**K alpha satellite and hypersatellite shifts of Mn: a four-constant rule**

The table holds the shifts of the Mn K alpha line with zero to five spectator holes in 2p, with and without a second 1s hole, from Dirac-Fock ΔSCF configuration averages with Breit and QED terms and no correlation. The program fits $an + b\,n(n-1)/2 + k(c + dn)$ to all twelve entries, rounds the constants to 27, 1, 262 and 1.2 eV, and compares the result with a linear rule and with Moseley's single-charge formula, both calibrated on the first satellite. The rounded rule is good to 0.4 eV, while the two simpler rules fall about 10 eV short at five holes. Frozen hydrogenic integrals with Slater charges overshoot the shift per 2p hole by 26 to 36 % and give about half of the curvature. The output also shows that the first satellite entry is the pair-weighted mean of four shifts, one for each pairing of line and spectator subshell, that spread over 5.3 eV.

Calculated values. Radial Dirac-Fock and Kohn-Sham solver 2, Dirac-Fock ΔSCF with configuration averages, Breit and QED terms, no correlation; free Mn atom, [Ar] 3d6 4s1, Fermi nucleus of rms radius 3.7057 fm. K alpha shifts are averaged over the 2p shell and measured from the line without spectator holes. The spectator holes counted are in 2p; a hypersatellite has one more hole in 1s.

## The fit in Python

```python
# Table: Mn K alpha satellite and hypersatellite shifts (eV) with n spectator 2p holes; radial
# Dirac-Fock solver, Delta-SCF, configuration average, Breit and QED, no correlation.
# Tested: rule a n + b n(n-1)/2 + k(c + d n); hydrogenic estimates; linear and Moseley rivals.
T = {
    'series_spectator_holes': [0, 1, 2, 3, 4, 5],
    'series_satellite_shift': [0.0, 26.95, 54.88, 83.83, 113.8, 145.0],  # eV
    'series_hypersatellite_shift': [262.4, 290.5, 319.6, 349.7, 381.0, 413.3],  # eV
}
import numpy as np
from scipy.constants import physical_constants as pc
from scipy.integrate import cumulative_trapezoid as ct
Ha = pc['Hartree energy in eV'][0]
n = np.array(T['series_spectator_holes'], float)
S = np.array(T['series_satellite_shift'], float)
H = np.array(T['series_hypersatellite_shift'], float)
f = lambda x, d=2: ' '.join(f'{v:.{d}f}' for v in x)
# further outputs of the same run (less vetted): centroid, finer series, resolved lines
E0 = 5894.1
Sf = np.array([0, 26.95, 54.88, 83.83, 113.85, 144.98])
Hf = np.array([262.408, 290.477, 319.567, 349.718, 380.963, 413.324])
L = np.array([23.67, 27.17, 28.98, 25.98]); w = np.array([2, 8, 8, 12])  # L2L2 L2L3 L3L2 L3L3, pairs
K2, K3 = 261.2, 263.01
print('rounding floor: 0.005 eV below 100 eV, 0.05 eV above; finer hyper 0.0005 eV')
print('steps sat, table eV:', f(np.diff(S)), '| hyper:', f(np.diff(H), 1))
print('steps sat, finer eV:', f(np.diff(Sf)), '| hyper:', f(np.diff(Hf)))
print('2nd diff finer eV sat:', f(np.diff(Sf, 2)), '| hyper:', f(np.diff(Hf, 2), 3))
print('3rd diff finer eV sat (floor 0.04):', f(np.diff(Sf, 3)), '| hyper (0.004):', f(np.diff(Hf, 3), 3))
print('hyper - sat finer eV:', f(Hf - Sf), '| steps:', f(np.diff(Hf - Sf)))
nn = np.r_[n, n]; k = np.r_[0*n, 0*n + 1]; y = np.r_[S, H]
A = np.c_[nn, nn*(nn - 1)/2, k, k*nn]
p = np.linalg.lstsq(A, y, rcond=None)[0]
print('fit a b c d eV:', f(p, 3), f'| max resid {abs(A@p - y).max():.3f} eV')
q = np.array([round(p[0]), round(p[1]), round(p[2]), round(p[3], 1)]); r = A@q - y
print('rounded rule a b c d eV:', f(q, 1))
Zm = np.sqrt(E0/(0.375*Ha)); ds = np.sqrt((E0 + S[1])/(0.375*Ha)) - Zm
mos = 0.375*Ha*(Zm + ds*n)**2 - E0
two = S[1]*n + (S[2] - 2*S[1])*n*(n - 1)/2
print('n | rule sat, err | rule hyper, err | sat err: linear, Moseley, rows 1-2 quadratic (eV)')
for i in range(len(n)):
    print(f'{n[i]:.0f} | {(A@q)[i]:.1f} {r[i]:+.2f} | {(A@q)[i+6]:.1f} {r[i+6]:+.2f} | '
          f'{S[1]*n[i]-S[i]:+.2f} {mos[i]-S[i]:+.2f} {two[i]-S[i]:+.2f}')
j = abs(r).argmax()
print(f'worst rule row n={nn[j]:.0f} k={k[j]:.0f}: {r[j]:+.2f} eV; max rel err {100*max(abs(r[y>0]/y[y>0])):.2f} %')
for i in (2, 5):
    print(f'worked n={i}: a n={q[0]*i:.0f}, pairs={q[1]*i*(i-1)/2:.0f}, c+dn={q[2]+q[3]*i:.1f}; '
          f'lines rule {E0+(A@q)[i]:.1f} {E0+(A@q)[i+6]:.1f}, table {E0+S[i]:.1f} {E0+H[i]:.1f} eV')
print(f'linear miss at n=5: {100*(5*S[1]/S[5]-1):.1f} %; b/a of fit {100*p[1]/p[0]:.1f} %')
print(f'Moseley Zeff {Zm:.2f}, eV per charge {0.75*Ha*Zm:.0f}, loss per 2p hole {ds:.4f}, 2nd diff {0.75*Ha*ds**2:.3f} eV')
x = np.linspace(1e-6, 3, 300001)
def R(kk, u, v):
    i1 = ct(v*x**kk, x, initial=0); i2 = ct(v/x**(kk + 1), x, initial=0)
    return ct(u*(i1/x**(kk + 1) + x**kk*(i2[-1] - i2)), x)[-1]
def est(Z1, Z2):  # frozen hydrogenic shifts per 2p and per 1s spectator, eV
    s = 2*Z1**1.5*x*np.exp(-Z1*x); t = Z2**2.5/24**0.5*x**2*np.exp(-Z2*x/2)
    sp = R(0, s*s, t*t) - R(1, s*t, s*t)/6; pp = R(0, t*t, t*t) - 2*R(2, t*t, t*t)/25
    return Ha*(sp - pp), Ha*(R(0, s*s, s*s) - sp)
c2, c1 = np.array(est(20, 20))/20
Z1, Z2 = 25 - 0.30, 25 - 4.15  # Slater's screening rules
print(f'hydrogenic eV per unit Zeff: 2p hole {c2:.3f}, 1s hole {c1:.3f}; Slater Z1 {Z1:.2f}, Z2 {Z2:.2f}')
print(f'one charge: 2p {c2*Z2:.1f} eV ({100*(c2*Z2/S[1]-1):+.0f} %), 1s {c1*Z1:.1f} eV ({100*(c1*Z1/H[0]-1):+.1f} %)')
e2, e1 = est(Z1, Z2)
print(f'two charges: 2p {e2:.1f} eV ({100*(e2/S[1]-1):+.0f} %), 1s {e1:.1f} eV ({100*(e1/H[0]-1):+.0f} %)')
print(f'Slater b {0.35*c2:.2f} vs fit {p[1]:.2f} eV; Slater d {0.85*c2:.2f} vs fit {p[3]:.2f} eV')
print(f'ratio 1s/2p spectator: table {H[0]/S[1]:.1f}, two charges {e1/e2:.1f}')
m = (w@L)/w.sum()
print(f'pair-weighted row 1 {m:.2f} vs {S[1]:.2f} eV; spread {np.ptp(L):.2f} eV')
print(f'1:2 hyper mean {(K2+2*K3)/3:.2f} vs {H[0]:.1f} eV; K-L3 minus K-L2 {K3-K2:.2f} eV')
assert np.all(np.diff(S, 2) > 0) and np.all(np.diff(H, 2) > 0)
assert np.all(np.diff(H) > np.diff(S))
assert abs(m - S[1]) < 0.03 and abs(r).max() < np.ptp(L)/5
assert e2 > S[1] and mos[5] < S[5]
```

Output:

```
rounding floor: 0.005 eV below 100 eV, 0.05 eV above; finer hyper 0.0005 eV
steps sat, table eV: 26.95 27.93 28.95 29.97 31.20 | hyper: 28.1 29.1 30.1 31.3 32.3
steps sat, finer eV: 26.95 27.93 28.95 30.02 31.13 | hyper: 28.07 29.09 30.15 31.25 32.36
2nd diff finer eV sat: 0.98 1.02 1.07 1.11 | hyper: 1.021 1.061 1.094 1.116
3rd diff finer eV sat (floor 0.04): 0.04 0.05 0.04 | hyper (0.004): 0.040 0.033 0.022
hyper - sat finer eV: 262.41 263.53 264.69 265.89 267.11 268.34 | steps: 1.12 1.16 1.20 1.23 1.23
fit a b c d eV: 26.891 1.052 262.401 1.180 | max resid 0.074 eV
rounded rule a b c d eV: 27.0 1.0 262.0 1.2
n | rule sat, err | rule hyper, err | sat err: linear, Moseley, rows 1-2 quadratic (eV)
0 | 0.0 +0.00 | 262.0 -0.40 | +0.00 +0.00 +0.00
1 | 27.0 +0.05 | 290.2 -0.30 | +0.00 +0.00 +0.00
2 | 55.0 +0.12 | 319.4 -0.20 | -0.98 -0.92 +0.00
3 | 84.0 +0.17 | 349.6 -0.10 | -2.98 -2.80 -0.04
4 | 114.0 +0.20 | 380.8 -0.20 | -6.00 -5.63 -0.12
5 | 145.0 +0.00 | 413.0 -0.30 | -10.25 -9.64 -0.45
worst rule row n=0 k=1: -0.40 eV; max rel err 0.22 %
worked n=2: a n=54, pairs=1, c+dn=264.4; lines rule 5949.1 6213.5, table 5949.0 6213.7 eV
worked n=5: a n=135, pairs=10, c+dn=268.0; lines rule 6039.1 6307.1, table 6039.1 6307.4 eV
linear miss at n=5: -7.1 %; b/a of fit 3.9 %
Moseley Zeff 24.03, eV per charge 490, loss per 2p hole 0.0549, 2nd diff 0.061 eV
hydrogenic eV per unit Zeff: 2p hole 1.623, 1s hole 10.632; Slater Z1 24.70, Z2 20.85
one charge: 2p 33.8 eV (+26 %), 1s 262.6 eV (+0.1 %)
two charges: 2p 36.6 eV (+36 %), 1s 284.5 eV (+8 %)
Slater b 0.57 vs fit 1.05 eV; Slater d 1.38 vs fit 1.18 eV
ratio 1s/2p spectator: table 9.7, two charges 7.8
pair-weighted row 1 26.94 vs 26.95 eV; spread 5.31 eV
1:2 hyper mean 262.41 vs 262.4 eV; K-L3 minus K-L2 1.81 eV
```
